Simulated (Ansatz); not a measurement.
**Ni7Ge4: do energies and stresses tell the same story?**

Level of theory: Ansatz 0.2.0, DFT PBEsol, scalar-relativistic, plane waves, PAW.

Settings: cutoff 420 eV, Γ-centred mesh 12×12×4 on the computed 11-atom cell, Gaussian smearing of 0.10 eV; no spin polarisation.

Relaxed cell: P-6m2, a = 3.930 Å, b = 3.930 Å, c = 9.877 Å, α = 90.00°, β = 90.00°, γ = 120.00°, 11 atoms in the primitive cell. Whether it is the stable form of this composition wasn't checked.

Energies at zero smearing and pressures from the stress tensor, at volumes with shape and atoms relaxed:
```tsv
V (Å³/atom)	E − E(first) (meV/atom)	P (GPa)
10.569	0.00	31.96
10.929	-59.97	21.76
11.290	-98.90	13.20
11.650	-120.19	6.02
12.010	-126.67	0.00
12.371	-120.74	-5.05
12.731	-104.41	-9.27
```

Q: Check P = −dE/dV between neighbouring volumes, and get the bulk modulus from the pressures alone.

A: With 1 eV/Å³ = 160.2 GPa:
```
middle V (Å³/atom)  −ΔE/ΔV (GPa) mean P (GPa)
            10.749        26.666        26.858
            11.109        17.311        17.480
            11.470         9.466         9.613
            11.830         2.884         3.013
            12.190        -2.638        -2.522
            12.551        -7.262        -7.158
```

The two differ by 0.19 GPa at most. The mean of two end pressures misses the average over a step by about ΔV² P″/12, up to 0.15 GPa here; with that taken off 0.04 GPa remains. The stress is the derivative of the free energy, not of the energy at zero smearing, and with free energies 0.00 GPa remains. Around V = 12.010 Å³/atom, the two neighbours give B = −V ΔP/ΔV = 12.010 × 11.07 / 0.721 = 184.5 GPa, against B0 = 183.7 GPa from the Birch–Murnaghan fit of the energies.

A ferromagnetic start lost its moments in a first run, so spin was left out; other magnetic orders weren't tried.

Energies and stresses do tell the same story: the small mismatch comes from the finite volume step and the electronic smearing, which leaves little room for Pulay stress from an incomplete plane-wave basis. The part due to smearing has a physical reading. The stress lies slightly above the slope of the zero-smearing energy, so the electronic entropy term grows with volume. This suggests a metal whose Ni d bands narrow on expansion, raising the density of states at the Fermi level.

The pressure curve is steeper under compression than under expansion, as expected when Pauli repulsion between overlapping shells rises rapidly while the bonding weakens more gradually. A bulk modulus of 183.7 GPa is close to that of elemental nickel and far above that of germanium, probably because the nickel-rich framework and Ni d–Ge p bonding carry most of the resistance to compression. The agreement establishes internal consistency, but an error of the functional common to energy and stress would pass this test unnoticed.
